A multiplet model of a 3p→3d spectrum of cobalt needs the 3p–3d Coulomb integrals, and the decision is whether one set can serve several oxidation states or each ion needs its own. At the Dirac-Hartree-Fock level the answer has two parts. The absolute values must follow the charge: F0 and G1 each grow by about 30% from Co+ to Co8+, and the single step from Co2+ to Co3+ adds 0.89 eV, or 5.5%, to G1. Their ratio hardly moves: a fixed G1/F0 of 0.59 is within 3% of every row.

The sizes to remember are these. The mean radii of the two orbitals lie between 0.72 and 1.10 bohr, and the direct integral F0 is about one hartree, 26 to 34 eV. The exchange integral G1 is about 0.6 of F0, and the next one, G3, a little over a third. Exchange of 15 to 20 eV between a core shell and a valence shell is very large, and it arises because 3p and 3d occupy the same region of space. These are bare, uncorrelated integrals over the orbitals of the ground configuration. Values fitted to spectra are usually smaller, by some tens of percent as a rough recalled size, which is far more than the variation of the ratio; F0 is strongly screened in a solid, so the ratio 0.59 does not carry over there; and a 3p hole would contract the orbitals.

Cobalt ions Co+ to Co8+, computed with B-spline radial code 1 at the basis-set limit: Dirac-Coulomb Hartree-Fock, averaged over the configuration of nl shells, with a Fermi nucleus. F0 and G1 are unscreened Slater-Condon radial integrals between the two orbitals named, with large and small components included; <r> is the mean radius of the orbital named.

```
species   Z  charge (e)  electrons  configuration  F0(3p1/2,3d3/2) (eV)  G1(3p1/2,3d3/2) (eV)  G1/F0  <r>(3p1/2) (bohr)  <r>(3d3/2) (bohr)
    Co+  27           1         26       [Ar] 3d8                26.180                15.049  0.575            0.82074             1.0969
   Co2+  27           2         25       [Ar] 3d7                27.467                16.100  0.586            0.81235            0.99853
   Co3+  27           3         24       [Ar] 3d6                28.644                16.987  0.593            0.80084            0.92666
   Co4+  27           4         23       [Ar] 3d5                29.749                17.741  0.596            0.78743            0.87021
   Co5+  27           5         22       [Ar] 3d4                30.806                18.391  0.597            0.77295            0.82375
   Co6+  27           6         21       [Ar] 3d3                31.827                18.958  0.596            0.75797            0.78428
   Co7+  27           7         20       [Ar] 3d2                32.824                19.455  0.593            0.74282            0.74996
   Co8+  27           8         19       [Ar] 3d1                33.801                19.895  0.589            0.72775            0.71961
```

With P the radial function of an orbital, r< and r> the smaller and larger of two electron radii r1 and r2, and atomic units throughout,

F0 = ∫∫ P3p²(r1) P3d²(r2) (1/r>) dr1 dr2

Gk = ∫∫ ω(r1) ω(r2) (r<^k / r>^(k+1)) dr1 dr2, with ω = P3p·P3d

At the Dirac level the products of the small components are added; their weight in these orbitals is a few parts in ten thousand. F0 is the repulsion of two spherical charge clouds. Gk is the self-repulsion of the k-th multipole of the overlap charge ω, which has a sign and exists only where both orbitals do. ⟨r⟩ is the mean radius of the orbital named. Every row is an average over [Ar] 3dⁿ with n from 8 to 1, so the rows are alike in kind.

A ruler for F0

Since F0 is an average of 1/r>, it scales as an inverse size and cannot exceed ⟨1/r⟩ of either orbital. The coefficient can be had without fitting. Let both orbitals be the same nodeless function P ∝ r³e^(−ζr), for which ⟨r⟩ = 3.5/ζ and ⟨1/r⟩ = ζ/3. The double integral has a closed form:

F0 = (ζ/3)·[1 − 11!!/(4³·6!)] = (ζ/3)·(1 − 10395/46080) = 0.774·ζ/3

F0·⟨r⟩ = 0.774 × 3.5/3 = 0.903

The factor 0.774 is the price of always dividing by the larger radius. The same runs give F0/⟨1/r⟩(3d3/2) = 0.76, 0.75 and 0.74 for Co2+, Co5+ and Co7+. For two unequal orbitals the simplest choice of size is the average a of the two mean radii. For Co7+, where they nearly coincide, a = (0.74282 + 0.74996)/2 = 0.7464 bohr, so F0 ≈ 0.903/0.7464 = 1.21 hartree = 32.9 eV, against 32.824 eV in the table, an excess of less than half a percent of the tabulated value. No row was fitted; only the radii come from the calculation. Down the table F0·a falls at every step, from 0.922 to 0.899, so the ruler is 2% low at Co+ and 0.5% high at Co8+. The rise of F0 is therefore contraction (1/a grows by 32.5%, F0 by 29.1%), and the questions that remain are how the two shells contract and why G1 does not simply follow.

Co+ to Co3+: the 3d tail comes in

The first step shrinks ⟨r⟩(3d3/2) by 9.0% and ⟨r⟩(3p1/2) by only 1.0%. The cause is standard screening physics. A removed 3d electron stops shielding the nucleus, and it shields only what lies outside it. In Co+ the 3d orbital is the outer one, 0.28 bohr beyond 3p in mean radius, and weakly bound, with a long tail that feels little more than the charge of the ion without that electron, which is 2 in Co+ and 3 in Co2+. This rise is a large relative change for the tail and a small one for the 3p shell, which is more tightly bound and lies mostly inside.

That the contraction acts mainly on the tail is visible in the runs. From Co2+ to Co7+ the 3d mean radius falls by 24.9% and the position of the 3d maximum by only 12.4%. The ratio of mean to peak is 1.48 at Co2+, where a single exponential would give 3.5/3 = 1.17. A long tail inflates ⟨r⟩ more than it lowers an average of 1/r, which is the likely reason, argued from this shape, that F0·a sits above 0.90 at the top of the table.

The tail also explains why G1 outruns F0 here, by 7.0% against 4.9% in the first step. At Co2+ the maxima of 3p and 3d already coincide, both at 0.677 bohr. The 3d charge in the tail still repels the 3p cloud as 1/r, so it counts in F0, but it adds little to ω, since the 3p function has decayed there. Moving that charge inward raises F0 by shortening a distance and raises G1 twice, by shortening a distance and by increasing the overlap charge, on which G1 depends quadratically. The ratio climbs from 0.575 to 0.593 in two steps.

Co4+ to Co6+: the flat top

The gain fades quickly. G1 grows by 4.4%, 3.7% and 3.1% in the steps to Co4+, Co5+ and Co6+, and F0 by 3.9%, 3.6% and 3.3%. The two sequences cross, and the crossing is the maximum. The printed ratios 0.596, 0.597, 0.596 might be taken for rounding, but the ratio formed from the two energy columns is good to about 0.00003 and reads 0.5964, 0.5970, 0.5957. The maximum at Co5+ is real in the calculation and shallow, 3.9% above Co+ and 1.4% above Co8+. The turnover belongs to G1: the product G1·a rises from 0.530 to 0.540 at Co4+ and Co5+ and then returns to 0.529, while F0·a only falls.

Two tempting readings fail. The half-filled shell is Co4+, one row early, and the second differences of the ratio pass through it without a kink (−0.0036, −0.0027, −0.0020 for Co3+ to Co5+). That smoothness is built in, since a configuration average contains no Hund's-rule gain for parallel spins; it says nothing about the high-spin term of the real d5 ion, whose 3d orbital would differ somewhat. Nor does the maximum mark equal mean radii. At Co5+ the 3d mean radius is still 0.051 bohr the larger, and the crossing comes between Co7+ and Co8+. Mean radii mislead because the shapes differ: while the 3d mean is still outside, the 3d peak has already slipped inside the 3p peak, by 0.037 bohr at Co5+ and 0.056 bohr at Co7+. The likely reading, argued from these shapes since the overlap itself was not computed, is that the best overlap is a compromise between a tail that is still too long and a peak that is already moving in towards the 3p node, so that it falls between the row where the peaks match (Co2+) and the rows where the means match.

The choice of j is immaterial. For the 3p3/2,3d5/2 pair the ratio is 0.586, 0.596 and 0.591 at Co2+, Co5+ and Co7+, within 0.002 of the tabulated pair, and over all eight rows its maximum is again at Co5+ (0.5955, 0.5958, 0.5941 for Co4+ to Co6+).

Co7+ and Co8+: 3d inside 3p

In the last step 3d contracts by 4.0% and 3p by 2.0%. The 3d steps have slowed at every stage and the 3p steps have doubled and levelled off. Screening argues for both: the tail is largely used up, and a 3d electron that lies at or inside the 3p radius shields 3p more effectively, so its removal matters more. F0 gains 3.0% and G1 only 2.3%.

Theory offers two effects that add. The first is mismatch: 3d moves off the outer lobe of 3p towards the region where 3p passes through zero. The second is sign. The 3p function has one radial node, forced by orthogonality to 2p, and 2p is rigid here (mean radius 0.222 bohr, changing by 0.2% from Co2+ to Co7+). Inside the node ω reverses. If the inner part carries charge −q_in near r_in and the outer part +q_out near r_out, then Gk acquires the cross term

−2·q_in·q_out·r_in^k / r_out^(k+1)

F0 has no such term, as it contains only squares. The factor (r_in/r_out)^k makes the loss weaker for k = 3 than for k = 1. The runs agree in direction: G3/F0 for 3p1/2,3d5/2 reads 0.354, 0.369, 0.372 at Co2+, Co5+, Co7+, still rising where G1/F0 has turned. It levels off in the last step (0.3723, then 0.3724 at Co8+), and for 3p3/2,3d3/2 it has just turned there (0.3710, 0.3709). The direct quadrupole ratio F2/F0 for 3p3/2,3d3/2, free of signs, also rises (0.472, 0.487, 0.491). Neither ratio isolates the sign, since a 3d that loses its tail raises the higher multipoles anyway: F2/F0 for 3d3/2 with itself climbs from 0.449 at Co+ to 0.498 at Co8+. One caution applies to the node: the filled 2p1/2 and 3p1/2 orbitals can be mixed without changing the energy, so the inner lobe depends on a convention. No shell closes along this series, so the convention should not jump.

The ruler can be extended to weigh the two effects, again with nothing fitted to the integrals. The 3d function is r³e^(−ζr) with ζ = 3.5/⟨r⟩(3d3/2), which for Co5+ is 3.5/0.82375 = 4.25 per bohr. The 3p function is r³e^(−ζ′r) made orthogonal to a 2p function r²e^(−ζ″r) of mean radius 0.222 bohr, with ζ′ set so that its mean radius matches the table; its node falls at 0.28 bohr in each row. The integrals are done numerically, once with P3p and once with |P3p|, which keeps the shape and removes only the sign reversal.

F0 comes out within 1% of the table from Co4+ on and 3.6% low at Co+. G1/F0 is too high in all rows, by 0.04 to 0.07, which is more than the whole variation being explained, so only directions and rough sizes can be used. The estimate does turn over, at Co4+, one row early. With the sign reversal removed it still turns over, at Co5+. In this model, then, mismatch alone produces a maximum, and the sign change is not needed for it. The sign change costs 1.0% of G1 at Co+ and 4.0% at Co8+, and four or more times less in G3. The fourfold growth comes from the single exponent, whose amplitude near the nucleus scales as ζ^3.5, with (1.0969/0.71961)^3.5 ≈ 4.4, and it does not carry over to the runs. The model has ⟨r⁻³⟩(3d) = ζ³/15, which is 2.87 at Co2+ and 6.78 at Co7+, where the runs give about 2.1 and 1.4 times as much. The real 3d holds more charge near the node from the start and gains it more slowly, so the real loss should be larger than these figures and grow by a smaller factor. Co5+ lies 3.6% above Co8+ with the sign (0.6592/0.6365) and 2.0% without (0.6762/0.6632), so the two effects are of similar size in the model, a split that belongs to the model only, and together they overshoot the 1.4% of the table.

The estimate fails on G3: it makes G3/F0 peak at Co5+, with or without the sign, whereas the runs give a higher value at Co7+. Its known defect is the 3d shape. For Co5+ it puts the peak at 3/4.25 = 0.71 bohr against 0.626 in the run, and it has no extended tail. A plausible guess is that the real tail, whose mean-to-peak ratio is still 1.26 at Co7+, keeps feeding overlap through the later rows, enough to hold G3/F0 up and soften the fall of G1/F0, and that the real peak, being further in, suffers more from the node, which would lower the ratio throughout. The ⟨r⁻³⟩ values support the second part. A tail that keeps coming in offsets mismatch rather than the sign change, and the sign share of the model, about 1.6 points from Co5+ to Co8+, already covers the 1.4% of the table, so the node probably carries most of the true decline; the estimate cannot fix the share.

Neighbouring series

The rule that carries over is that F0 follows size, while Gk/F0 measures how well two shapes match and is largest when the 3d bulk sits on the outer lobe of the partner. For the 2p–3d pair of the same ions the partner is at 0.22 bohr, far inside, and has no node. F0 then approaches ⟨1/r⟩ of 3d, G1/F0 is much smaller, and by the same argument it should rise through the whole series, as 3d moves towards 2p without reaching it. At the other extreme, a one-3d-electron ion of ever higher nuclear charge tends to hydrogenic orbitals with ⟨r⟩ = [3n² − l(l+1)]/2Z, that is 12.5/Z for 3p and 10.5/Z for 3d. Their ratio is 0.84, below the 0.989 of Co8+, and the 3p node at 6/Z lies at two thirds of the 3d peak radius 9/Z, relatively closer than the estimated 0.28 bohr is to a peak near 0.6 bohr. Both effects then favour a further fall of G1/F0. For the ions of iron or nickel the same rise and shallow fall are to be looked for; that the maximum lies near a radius ratio of 1.07, as at Co5+, and is tied to no particular d count, is a guess from this one series.
